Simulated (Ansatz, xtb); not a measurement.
**C4H7GeNO: which of two isomers lies lower**

Structure X: `O=[C]1NC=C[CH2][GeH2]1`, a singlet. Structure Y: `[GeH3][O]c1cc[nH]c1`, a singlet. Both are isolated molecules in the gas phase, relaxed with PBE0-D3(BJ)/def2-SVP; the shapes shown needn't be the lowest conformers.

X (Å):

```xyz
14

C     2.3383    0.0233   -0.1670
C     1.6247    0.4618    2.1841
C     0.2977    0.2557    2.1587
C    -0.5690   -0.0315    0.9700
Ge    0.4944   -0.6071   -0.5759
N     2.5403    0.4244    1.1310
O     3.2370    0.0335   -0.9805
H     3.4997    0.6947    1.3324
H     2.1000    0.6981    3.1391
H    -0.2029    0.3391    3.1284
H    -1.1425    0.8708    0.6903
H    -1.3223   -0.7973    1.2151
H     0.5452   -2.1378   -0.7144
H     0.0361    0.0244   -1.8974
```

Y (Å):

```xyz
14

C     1.6053   -0.5261    0.3007
C     1.4599   -0.9827    1.6434
C     0.4490   -1.9255    1.6382
C     0.6808   -1.2044   -0.4732
Ge    3.6542    1.2510    0.8385
N    -0.0070   -2.0466    0.3634
O     2.4646    0.3939   -0.1906
H     4.6019    0.2214    1.4813
H     4.3815    2.1652   -0.1517
H     2.9048    2.0487    1.9217
H     2.0255   -0.6634    2.5173
H     0.0297   -2.5117    2.4524
H    -0.7466   -2.6671    0.0699
H     0.4782   -1.1391   -1.5381
```

Quicker runs give these differences E(Y) − E(X): GFN2-xTB −26.50 kcal/mol; HF/STO-3G −0.48 kcal/mol (at GFN2-xTB geometries); r2SCAN-D4/def2-SVP +3.41 kcal/mol (at GFN2-xTB geometries).

Question: Estimate which is lower in electronic energy at CCSD(T)/def2-SVP + ΔMP2/def2-TZVPP, and by roughly how much.

Answer: Not settled: CCSD(T)/def2-SVP + ΔMP2/def2-TZVPP gives E(Y) − E(X) = +1.87 kcal/mol, but this leans on the basis-set step: CCSD(T) alone gives +0.89 kcal/mol.

How the difference moves with the method:

```
                             level              geometry  E(Y) − E(X) (kcal/mol)  departure from the last row (kcal/mol)  job, with rough time for the two
                          GFN2-xTB              GFN2-xTB                    −26.50                                  −28.37              optimisation, 0.13 s
                         HF/STO-3G              GFN2-xTB                     −0.48                                   −2.35               single point, 0.4 s
                r2SCAN-D4/def2-SVP              GFN2-xTB                     +3.41                                   +1.55               single point, 3.5 s
              PBE0-D3(BJ)/def2-SVP  PBE0-D3(BJ)/def2-SVP                     +2.54                                   +0.68                optimisation, 31 s
                       HF/def2-SVP  PBE0-D3(BJ)/def2-SVP                     +1.38                                   −0.48           part of the CCSD(T) run
                      MP2/def2-SVP  PBE0-D3(BJ)/def2-SVP                     −2.79                                   −4.66           part of the CCSD(T) run
                  CCSD(T)/def2-SVP  PBE0-D3(BJ)/def2-SVP                     +0.89                                   −0.97                      single point
CCSD(T)/def2-SVP + ΔMP2/def2-TZVPP  PBE0-D3(BJ)/def2-SVP                     +1.87                                                        single point, 83 s
```

As drawn, Y has 1 Ge–O, 1 C–O, 3 C∷C, 2 C∷N, 1 Ge–H in place of 1 C=O, 2 C–N, 1 C=C, 1 C–C, 2 C–Ge, 1 C–H (∷ is an aromatic bond). Structure X has a 6-membered ring, Y a 5-membered ring (with an aromatic ring).

GFN2-xTB, MP2/def2-SVP put the two in the other order. HF/STO-3G finds them nearly level. The largest departure from CCSD(T)/def2-SVP + ΔMP2/def2-TZVPP is that of GFN2-xTB, 28.37 kcal/mol. The last row adds to CCSD(T) the change of the MP2 difference between the two basis sets, here +0.97 kcal/mol.

With thermal terms from frequencies at re-optimised GFN2-xTB minima (ideal gas, soft modes damped towards free rotors, one conformer each, 298.15 K, 1 atm): on the last row, ΔE + ΔZPE = +0.43, ΔH = +0.38, ΔG = +0.20 kcal/mol.

The correlated steps freeze 15 core orbitals; the filled d shell of Ge is correlated, in a basis made for valence electrons. Programs: Ansatz 0.2.0, xtb 6.7.1; the last row on 4 threads of Arm Neoverse V2 on a shared host.

The near-balance of the two isomers hides a large exchange of bonding. Y gains an aromatic pyrrole ring and a strong, polar Ge–O bond. X keeps the carbonyl π bond, amide conjugation between nitrogen and that carbonyl, and two Ge–C bonds. These contributions largely cancel, so neither aromaticity nor germanium's affinity for oxygen settles the order alone.

Hartree–Fock and CCSD(T) in the same basis both put X slightly lower, whereas MP2 favours Y, probably because second-order theory exaggerates correlation in the delocalised π system. The net effect of correlation on the difference is therefore much smaller than MP2 suggests.

Vibration narrows the gap further, as expected when a stiff C–H bond is exchanged for a softer Ge–H bond, and the looser germyloxy group probably gives Y a small entropic advantage. A free-energy difference of +0.20 kcal/mol supports near-degeneracy, not a preference for X. Nor does it imply ready interconversion, which would require extensive rearrangement of the skeleton over barriers not computed here.
